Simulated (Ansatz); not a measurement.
# Strength of the C–H bond: C2H3F3 → C2H2F3 + H

Species: C2H3F3 `CC(F)(F)F`, singlet; C2H2F3 `[CH2]C(F)(F)F`, doublet; H atom, doublet. 

Shapes, held fixed at every level: PBE0-D4/def2-TZVP. Programs: Ansatz 0.2.0. The zero-point and thermal change to 298 K, harmonic and unscaled (PBE0-D4/def2-TZVP), is -31.9 kJ/mol.

```tsv
level	kind	ΔH(298 K) (kJ/mol)	less CCSD(T)/CBS estimate	CPU time (sum over the molecules)
HF/def2-SVP	Hartree–Fock	+335.3	-111.4	–
HF/def2-TZVPP	Hartree–Fock	+332.9	-113.8	–
PBE-D4/def2-TZVPP	GGA	+427.2	-19.5	16 s
BHLYP-D4/def2-TZVPP	global hybrid	+430.1	-16.6	19 s
r2SCAN0-D4/def2-TZVPP	global hybrid	+422.1	-24.6	33 s
wB97M-V/def2-TZVPP	range-separated hybrid	+443.1	-3.6	59 s
B2PLYP/def2-TZVPP	double hybrid	+435.0	-11.7	29 s
CCSD(T)/CBS estimate	coupled cluster or CI	+446.7	0.0	25 min
```

The highest level, CCSD(T)/CBS estimate, gives ΔH(298 K) = +446.7 kJ/mol; the levels span +332.9 to +446.7. The column of differences is taken from that level and isn't an error. Hartree–Fock misses the correlation of the pair that is broken and comes out low. No measured value is set beside it here. Open shells run unrestricted unless RO is named. The CBS estimate extrapolates MP2 from def2-TZVPP and def2-QZVPP and adds CCSD(T) − MP2 in the triple-zeta set, cores frozen. Times are processor times on shared x86 and Arm servers, and rough.

Breaking this C–H bond costs +446.7 kJ/mol at the coupled-cluster level, which marks it as a strong bond for an sp3 carbon. The neighbouring CF3 group is the likely reason: it withdraws electron density from a radical centre that is already electron-deficient, and its C–F bonds are poorer hyperconjugative donors than the C–H bonds of a methyl group. The radical therefore gains little of the stabilisation that weakens the C–H bonds of ethane.

Enlarging the basis barely moves the Hartree–Fock value, so its large deficit isn't a basis-set effect. All the density functionals recover most of the missing binding, but not in order of their formal rank: r2SCAN0-D4 lies below the GGA PBE-D4, while wB97M-V comes within 3.6 kJ/mol of the reference, closer than the double hybrid. The thermal correction is common to every level, so the spread is purely electronic. Attributing the bond's strength to fluorination would need the same calculation on ethane.
